\section*{Apparent C--V profile near flat band: the complete-ionisation assumption}

\subsection*{Where it enters}
Let $u$ be the surface band bending in units of $k_BT$ (positive in depletion), $C$ the capacitance per area, $V$ the depleting bias, $N$ the uniform, uncompensated donor density and $L_D=\sqrt{\varepsilon k_BT/q^2N}$. Holes and interface traps are neglected. The profiler reports $W_{\rm app}=\varepsilon(1/C-1/C_{\rm ox})$ and $N_{\rm app}=2/[q\varepsilon\,dC^{-2}/dV]$. For a space charge $qN\rho(u)$, one integration of Poisson's equation gives $Q=qNL_D\sqrt{2F}$ with $F=\int_0^u\rho\,du'$. Since $dV=dQ/C$, $N_{\rm app}=dQ/(q\,dW_{\rm app})$, and
\begin{equation}
\frac{W_{\rm app}}{L_D}=\frac{\sqrt{2F}}{F'},\qquad
\frac{N}{N_{\rm app}}=\frac{d}{du}\frac{F}{F'^2}=\frac1{F'}-\frac{2FF''}{F'^3}.
\label{eq:gen}
\end{equation}
Full ionisation with Boltzmann electrons means $\rho_0=1-y$, $y=e^{-u}$, $F_0=u-1+y$. This yields the result of Ziegler, Klausmann and Kar (1975),
\begin{equation}
R_0\equiv\frac{N}{N_{\rm app}}=\frac1{1-y}-\frac{2yF_0}{(1-y)^3}.
\end{equation}
For any $\rho=au+bu^2/2+\dots$, Eq.~\eqref{eq:gen} gives at flat band $W_{\rm app}=L_D/\sqrt a$ and $N_{\rm app}=-3a^2N/b$. With $a=1$, $b=-1$ these are $L_D$ and $3N$.

\subsection*{Dropping it}
Take one donor level $E_d$ below the band edge, with degeneracy 2, fast enough to follow the test signal (typical of shallow donors at 300~K and 1~MHz). Let $\delta$ be the neutral fraction in the bulk. Neutrality gives $\delta=(1-\delta)^2N/n_1$ with $n_1=\tfrac12N_c e^{-E_d/k_BT}$. The ionised fraction is $[1+y\delta/(1-\delta)]^{-1}$ and the free electrons contribute $(1-\delta)y$, so
\begin{align}
\rho&=1-y-\frac{\delta^2y(1-y)}{1-\delta(1-y)},\\
F&=u+\ln[1-\delta(1-y)]-(1-\delta)(1-y).
\end{align}
No term is linear in $\delta$. At low occupancy bound electrons scale as $e^{-u}$ just as free ones do, so only their sum $N$ matters; the correction comes from saturation of the donor level. To order $\delta^2$, $F=F_0-\delta^2(1-y)^2/2$ and $F'=(1-y)(1-\delta^2y)$. Then $F/F'^2=(1+2\delta^2y)F_0/(1-y)^2-\delta^2/2$, and
\begin{equation}
\frac{N}{N_{\rm app}}=R_0-2\delta^2y\left[\frac{F_0}{(1-y)^2}-R_0\right]+O(\delta^3).
\end{equation}
At flat band $a=1-\delta^2$ and $b=-(1-\delta)^2(1+2\delta)$, so to all orders in $\delta$
\begin{equation}
\frac{N_{\rm app}}{N}=3\left(1+\frac{\delta^2}{1+2\delta}\right),\qquad
W_{\rm app}=\frac{L_D}{\sqrt{1-\delta^2}}.
\end{equation}
$N$ and $L_D$ therefore refer to the total donor density, not to the free-electron density.

\subsection*{Size for Al$_2$O$_3$ on n-GaN}
Take $N=10^{17}$~cm$^{-3}$, 300~K, a $c$-plane sample and $\varepsilon_r=10.4$ along $c$ (compiled value, Ioffe Institute): $L_D=12.2$~nm. A typical mass $0.20\,m_e$ gives $N_c=2.24\times10^{18}$~cm$^{-3}$. For Si donors $E_d$ is approximately 0.020 to 0.030~eV. The model's flat-band values are
\begin{center}
\begin{tabular}{ccccc}
$E_d$ (eV) & $n_1$ ($10^{17}$ cm$^{-3}$) & $\delta$ & $N_{\rm app}/N$ & $W_{\rm app}$ (nm)\\ \hline
0.020 & 5.18 & 0.142 & 3.05 & 12.3\\
0.030 & 3.52 & 0.188 & 3.08 & 12.4
\end{tabular}
\end{center}
$N_{\rm app}$ rises by 1.6\,\% and 2.6\,\%. In the second row the bare $\delta^2$ term gives 3.5\,\%, so the closed form is the one to use. At $u=2$ ($W_{\rm app}=1.74\,L_D$) that row gives $N_{\rm app}/N=1.49$ against 1.47 for full ionisation.

\subsection*{Competing terms}
\emph{Degeneracy.} Replace $(1-\delta)y$ by $(N_c/N)\mathcal F_{1/2}(\eta_0-u)$, with $\mathcal F_{1/2}$ the Fermi--Dirac integral normalised to $e^\eta$ for $\eta\to-\infty$ and $\eta_0=(E_F-E_c)/k_BT$ in the bulk, fixed by neutrality. Evaluating $-3a^2/b$ for $E_d=0.030$~eV gives 3.12, a further 1.3\,\% in the same direction.

\emph{Interface traps.} Traps that follow the bias sweep but not the signal leave $C(u)$ unchanged and stretch the voltage axis, $dV\propto(C_{\rm ox}+C_s+C_{\rm it})\,du$, where $C_s=\varepsilon/W_{\rm app}$. They multiply $N_{\rm app}$ by $1+C_{\rm it}/(C_{\rm ox}+C_s)$. Assume 20~nm of amorphous Al$_2$O$_3$ with a typical $\varepsilon_r=9$ ($C_{\rm ox}=0.40~\mu$F/cm$^2$), $C_s\approx\varepsilon/L_D=0.76~\mu$F/cm$^2$ and an illustrative $D_{\rm it}=10^{12}$~cm$^{-2}$eV$^{-1}$ ($C_{\rm it}=q^2D_{\rm it}=0.16~\mu$F/cm$^2$). The model then raises $N_{\rm app}$ by 14\,\%, several times the ionisation correction. The shift is linear in $D_{\rm it}$, so the trap stretch-out has to be removed before a correction of a few per cent has meaning.